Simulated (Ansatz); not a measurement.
# Ligand exchange: C4H11B + SiH3(SH) → C3H9BS + SiH3(CH3)

Species: C4H11B `CBC(C)C`, singlet; SiH3(SH) (sulfanylsilane), singlet; C3H9BS `CC(C)BS`, singlet; SiH3(CH3), singlet. The partners trade CH3 for SH: B–CH3 and Si–SH bonds give way to B–SH and Si–CH3.

Shapes, held fixed at every level: PBE0-D4/def2-TZVP. Flexible molecules stand in one conformer, not always the lowest. Programs: Ansatz 0.2.0. The zero-point and thermal change to 298 K, harmonic and unscaled (PBE0-D4/def2-TZVP), is +2.8 kJ/mol.

| level | kind | ΔH(298 K) (kJ/mol) | less CCSD(T)/CBS estimate | CPU time (sum over the molecules) |
| --- | --- | --- | --- | --- |
| HF/def2-TZVPP | Hartree–Fock | -26.8 | +8.7 | – |
| PBE-D4/def2-TZVPP | GGA | -39.1 | -3.6 | 37 s |
| r2SCAN-D4/def2-TZVPP | meta-GGA | -37.1 | -1.6 | 65 s |
| BHLYP-D4/def2-TZVPP | global hybrid | -32.3 | +3.2 | 52 s |
| r2SCAN0-D4/def2-TZVPP | global hybrid | -34.7 | +0.8 | 72 s |
| wB97X-V/def2-TZVPP | range-separated hybrid | -33.3 | +2.2 | 1.9 min |
| CCSD(T)/CBS estimate | coupled cluster or CI | -35.5 | 0.0 | 22 min |

The highest level, CCSD(T)/CBS estimate, gives ΔH(298 K) = -35.5 kJ/mol; the levels span -39.1 to -26.8. The column of differences is taken from that level and isn't an error. No measured value is set beside it here. The CBS estimate extrapolates MP2 from def2-TZVPP and def2-QZVPP and adds CCSD(T) − MP2 in the triple-zeta set, cores frozen. Times are processor times on shared x86 and Arm servers, and rough.

Exchanging CH3 for SH between boron and silicon is exothermic at every level, with -35.5 kJ/mol from coupled cluster. The zero-point and thermal term of +2.8 kJ/mol slightly opposes the exchange, so the driving force is electronic. Its main source is probably π donation from a sulfur 3p lone pair into the formally empty 2p orbital of three-coordinate boron. Methyl can offer boron only weaker hyperconjugation, and saturated silicon has no comparably low-lying empty p orbital, so SH gains more from binding to boron than it loses on leaving silicon.

Hartree–Fock gives the right sign but too little exothermicity, which shows that electron correlation favours the products, perhaps because it strengthens the delocalised B–S interaction. r2SCAN and r2SCAN0 fall on either side of the coupled-cluster value, but their closeness to it in one reaction doesn't establish a general ranking of functionals. The reaction enthalpy alone cannot separate the B–S π stabilisation from the accompanying changes in the σ bonds.
